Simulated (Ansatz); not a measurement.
# A series in volume scale on Co

Plane-wave DFT, scalar-relativistic PAW made under PBE with cores redone for the functional, no dispersion; the given relaxed cell is scaled uniformly, energy at zero smearing counts from the unscaled cell, pressure at the given Fermi-Dirac smearing is positive in compression. The results are calculated, by Ansatz 0.2.0.

The cell before it is scaled or strained (space group P6_3/mmc, No. 194):
```
CELL_PARAMETERS angstrom
2.49520 0.00000 0.00000
-1.24760 2.16090 0.00000
0.00000 0.00000 8.08170
ATOMIC_POSITIONS crystal
Co 0.00000 0.00000 0.00000
Co 0.00000 0.00000 0.50000
Co 0.33333 0.66667 0.25000
Co 0.66667 0.33333 0.75000
```

Settings of every row: spin polarised yes; functional PBE; wave cutoff 420 eV; smearing width 0.05 eV; k mesh 16x16x5.

Atom:
```csv
element,starting moment (Bohr magneton)
Co,1.71
Co,1.71
Co,1.72
Co,1.72
```

Limits: search for a lower magnetic state is off; the cell comes from a prototype or a list of computed structures and needn't be the stable phase.

```csv
row,volume scale,V (Å³/atom),energy change per atom (meV),pressure (GPa),largest site moment (Bohr magneton)
1,0.88,9.587,130.06,36.69,1.61
2,0.92,10.022,51.9,21.39,1.65
3,0.96,10.458,11.12,9.18,1.67
4,1.04,11.33,11.51,-7.67,1.75
5,1.08,11.765,40.59,-13.49,1.79
6,1.12,12.201,?,?,?
```

Question: what energy change per atom and pressure should row 6 give?

Worked fit of energy change per atom. Take u = (V_r/V)^(2/3) − 1 with V_r = 10.458 Å³ an atom, which is twice the finite (Eulerian) strain; such expansions in the strain, on which the Birch-Murnaghan equation of state is built, carry the rest volume and the bulk modulus. The shown rows have u = 0.05969, 0.0288, 0, -0.05199, -0.07551. Least squares give energy change per atom = 11.223 + 931.83 × u + 17614.7 × u² meV; a straight line predicts inner rows, each left out in turn, worse (root mean square 36 against 1.3 meV). The rows lie off it by 0.46, -0.77, -0.10, 1.12, -0.71 (root mean square 0.72 meV). The withheld row has u = -0.09766, so the fit gives 11.223 + 931.83 × (-0.09766) + 17614.7 × (-0.09766)² = 88.22 meV.

The calculation gave 83.94 meV. The fit lies 4.28 meV (5.1 % of the value, 3.6 % of the column's range) above it; its largest miss of a shown row is 1.12 meV. This row lies beyond the range of the fit.

Worked fit of pressure. Take u = (V_r/V)^(2/3) − 1 with V_r = 10.458 Å³ an atom, which is twice the finite (Eulerian) strain; such expansions in the strain, on which the Birch-Murnaghan equation of state is built, carry the rest volume and the bulk modulus. The shown rows have u = 0.05969, 0.0288, 0, -0.05199, -0.07551. Least squares give pressure = 9.236 + 389.02 × u + 1179.6 × u² GPa; a straight line predicts inner rows, each left out in turn, worse (root mean square 2.4 against 0.15 GPa). The rows lie off it by 0.03, -0.03, -0.06, 0.13, -0.08 (root mean square 0.076 GPa). The withheld row has u = -0.09766, so the fit gives 9.236 + 389.02 × (-0.09766) + 1179.6 × (-0.09766)² = -17.51 GPa.

The calculation gave -18.24 GPa. The fit lies 0.73 GPa (4 % of the value, 1.3 % of the column's range) above it; its largest miss of a shown row is 0.13 GPa. This row lies beyond the range of the fit.

The other values of row 6: largest site moment 1.82 Bohr magneton.
